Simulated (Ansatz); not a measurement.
**A small benchmark: dipole moment**

8 molecules holding an element from Na to Cl; the dipole moment in D, computed less measured. Shapes, held fixed at every level: PBE0-D4/def2-TZVP. No vibrational averaging. Dipoles are compared by magnitude; molecules under 1 D, whose direction can flip, are left out. Programs: Ansatz 0.2.0. Measured values: NIST CCCBDB.

Levels: A = PBE-D4/def2-TZVPP; B = r2SCAN-D4/def2-TZVPP; C = wB97M-V/def2-TZVPP.

```
                         molecule  measured      A      B      C
          HCl (hydrogen chloride)      1.08  +0.09  +0.14  +0.11
   CHCl2F (dichlorofluoromethane)      1.29  -0.13  -0.06  -0.04
            SiH3Cl (chlorosilane)      1.31  -0.15  -0.09  -0.07
        SO2F2 (sulfuryl fluoride)      1.12  -0.01  +0.02  +0.04
              CH4S (methanethiol)      1.52  +0.01  +0.08  -0.01
        C2H3ClO (SMILES CC(=O)Cl)      2.72  -0.05  +0.08  +0.06
         C3H5Cl (SMILES C/C=C/Cl)      1.97  -0.16  -0.04  -0.09
C4H9Cl (2-chloro-2-methylpropane)      2.13  -0.04  +0.10  +0.03
```

Sum up the errors.


| level | kind | mean error | mean absolute error | worst case |
| --- | --- | --- | --- | --- |
| PBE-D4/def2-TZVPP | GGA | -0.055 | 0.080 | C3H5Cl |
| r2SCAN-D4/def2-TZVPP | meta-GGA | +0.029 | 0.076 | HCl |
| wB97M-V/def2-TZVPP | range-separated hybrid | +0.004 | 0.056 | HCl |

On this set wB97M-V/def2-TZVPP has the smallest mean absolute error and PBE-D4/def2-TZVPP the largest. Without C3H5Cl the largest would be that of r2SCAN-D4/def2-TZVPP. PBE-D4/def2-TZVPP is too low in 6 of 8. The tabulated value of HCl is in doubt (older tables, estimates, or at odds with other calculations) and kept here. Over the 7 molecules whose values aren't doubted the mean absolute errors are A 0.079; B 0.067; C 0.049. The smallest two are near a tie. The largest two are near a tie. The set is small.

The clearest pattern is a shift in polarity rather than in overall accuracy: r2SCAN gives a larger dipole than PBE in every molecule, turning a mostly negative error into a mixed one. wB97M-V also lies above PBE except in methanethiol. These dipoles reflect charge drawn towards the electronegative atoms, partly offset by lone-pair donation back into the framework, as in the conjugated chloropropene. PBE probably spreads this charge somewhat too evenly, which would weaken the net polarity.

The near-zero mean error of wB97M-V comes largely from cancellation between positive and negative deviations, as its mean absolute error of 0.056 shows. Dichlorofluoromethane, chlorosilane and chloropropene come out too low at all three levels, which suggests a shared contribution, possibly from the lack of diffuse functions in the basis, rather than a fault of one functional. A small error in sulfuryl fluoride is weak evidence of an accurate density, since its S–O and S–F bond moments oppose each other and their errors can cancel too.
